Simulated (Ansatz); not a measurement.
# A series in volume scale on MgCdS₂

Results calculated with Ansatz 0.2.0, not measured. Free energy against uniform scaling of the volume at fixed shape and fractions; periodic cell, basis, potentials, k mesh and filling as listed.

The cell before it is scaled or strained (space group P4/mmm, No. 123):
```
CELL_PARAMETERS angstrom
3.82030 0.00000 0.00000
0.00000 3.82030 0.00000
0.00000 0.00000 5.40360
ATOMIC_POSITIONS crystal
Mg 0.50000 0.50000 0.50000
Cd 0.00000 0.00000 0.00000
S 0.00000 0.00000 0.50000
S 0.50000 0.50000 0.00000
```

Settings of every row: functional LDA; dispersion none; potentials PAW; wave cutoff 500 eV; density cutoff 2000 eV; k mesh 6x6x4; k shift 0x0x0; occupations fermi dirac; smearing width 0.1 eV; spin none.

Limits: coarse k mesh, up to 40 meV an atom off; minimum outside the range; the cell comes from a prototype or a list of computed structures and needn't be the stable phase.

| row | volume scale | V (Å³/atom) | energy above lowest point (meV/atom) |
| --- | --- | --- | --- |
| 1 | 0.9406 | 18.545 | 0 |
| 2 | 0.9703 | 19.13 | 11 |
| 3 | 1 | 19.716 | ? |
| 4 | 1.0297 | 20.302 | 55.1 |
| 5 | 1.0594 | 20.887 | 85.9 |

Question: what energy above lowest point should row 3 give?

Worked fit of energy above lowest point. Take u = (V_r/V)^(2/3) − 1 with V_r = 19.716 Å³ an atom, which is twice the finite (Eulerian) strain; such expansions in the strain, on which the Birch-Murnaghan equation of state is built, carry the rest volume and the bulk modulus. The shown rows have u = 0.04166, 0.02032, -0.01934, -0.03773. Least squares give energy above lowest point = 29.76 − 1120.5 × u + 9742 × u² meV/atom; a straight line predicts inner rows, each left out in turn, worse (root mean square 8.9 against 0.049 meV/atom). All shown rows lie on it to the printed digit. The withheld row has u = 0, so the fit gives 29.76 − 1120.5 × (0) + 9742 × (0)² = 29.8 meV/atom.

The calculation gave 29.8 meV/atom. The fit meets it to the printed digit.
